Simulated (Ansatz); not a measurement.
**Strength of the Ga–H bond: CH5GaO → CH4GaO + H**

Species: CH5GaO `C[O][GaH2]`, singlet; CH4GaO `C[O][GaH]`, doublet; H atom, doublet. 

Shapes, held fixed at every level: PBE0-D4/def2-TZVP. Flexible molecules stand in one conformer, not always the lowest. Programs: Ansatz 0.2.0. The zero-point and thermal change to 298 K, harmonic and unscaled (PBE0-D4/def2-TZVP), is -16.0 kJ/mol.

```json
{"level": "HF/def2-SVP", "kind": "Hartree–Fock", "ΔH(298 K) (kJ/mol)": "+254.7", "less CCSD(T)/def2-TZVPP": "-83.1"}
{"level": "PBE-D4/def2-TZVPP", "kind": "GGA", "ΔH(298 K) (kJ/mol)": "+313.9", "less CCSD(T)/def2-TZVPP": "-23.9"}
{"level": "r2SCAN-D4/def2-TZVPP", "kind": "meta-GGA", "ΔH(298 K) (kJ/mol)": "+321.6", "less CCSD(T)/def2-TZVPP": "-16.2"}
{"level": "B3LYP-D4/def2-TZVPP", "kind": "global hybrid", "ΔH(298 K) (kJ/mol)": "+327.4", "less CCSD(T)/def2-TZVPP": "-10.4"}
{"level": "wB97M-V/def2-TZVPP", "kind": "range-separated hybrid", "ΔH(298 K) (kJ/mol)": "+334.5", "less CCSD(T)/def2-TZVPP": "-3.3"}
{"level": "CCSD(T)/def2-SVP", "kind": "coupled cluster or CI", "ΔH(298 K) (kJ/mol)": "+324.4", "less CCSD(T)/def2-TZVPP": "-13.4"}
{"level": "CCSD/def2-TZVPP", "kind": "coupled cluster or CI", "ΔH(298 K) (kJ/mol)": "+337.8", "less CCSD(T)/def2-TZVPP": "0.0"}
{"level": "CCSD(T)/def2-TZVPP", "kind": "coupled cluster or CI", "ΔH(298 K) (kJ/mol)": "+337.8", "less CCSD(T)/def2-TZVPP": "0.0"}
```

The highest level, CCSD(T)/def2-TZVPP, gives ΔH(298 K) = +337.8 kJ/mol; the levels span +254.7 to +337.8. The column of differences is taken from that level and isn't an error. Hartree–Fock misses the correlation of the pair that is broken and comes out low. No measured value is set beside it here. Open shells run unrestricted unless RO is named. Relativity is left out for Ga unless named. Correlated rows may include outer-core shells of Ga, which these sets cover unevenly.

Breaking the Ga–H bond is strongly endothermic at every level. Homolysis takes gallium from the +3 state to a formally +2 radical, whose unpaired electron probably sits mainly in a gallium-centred σ orbital with considerable 4s character. One localised electron pair is lost, which explains why CCSD and CCSD(T) agree at +337.8 kJ/mol in the larger basis: the triples contributions of molecule and fragments practically cancel.

The basis matters more. CCSD(T) rises from +324.4 to +337.8 kJ/mol between the two sets, as polarisation and correlation functions describe the bonding pair better, so the agreement on triples doesn't establish basis-set convergence. Even in the small basis, coupled cluster lies far above Hartree–Fock, so most of the latter's shortfall is correlation rather than basis. The density functionals all fall below the reference, wB97M-V least, though one reaction can't establish a general ranking. Nor does it show whether the methoxy group strengthens or weakens the Ga–H bond relative to the parent gallane.
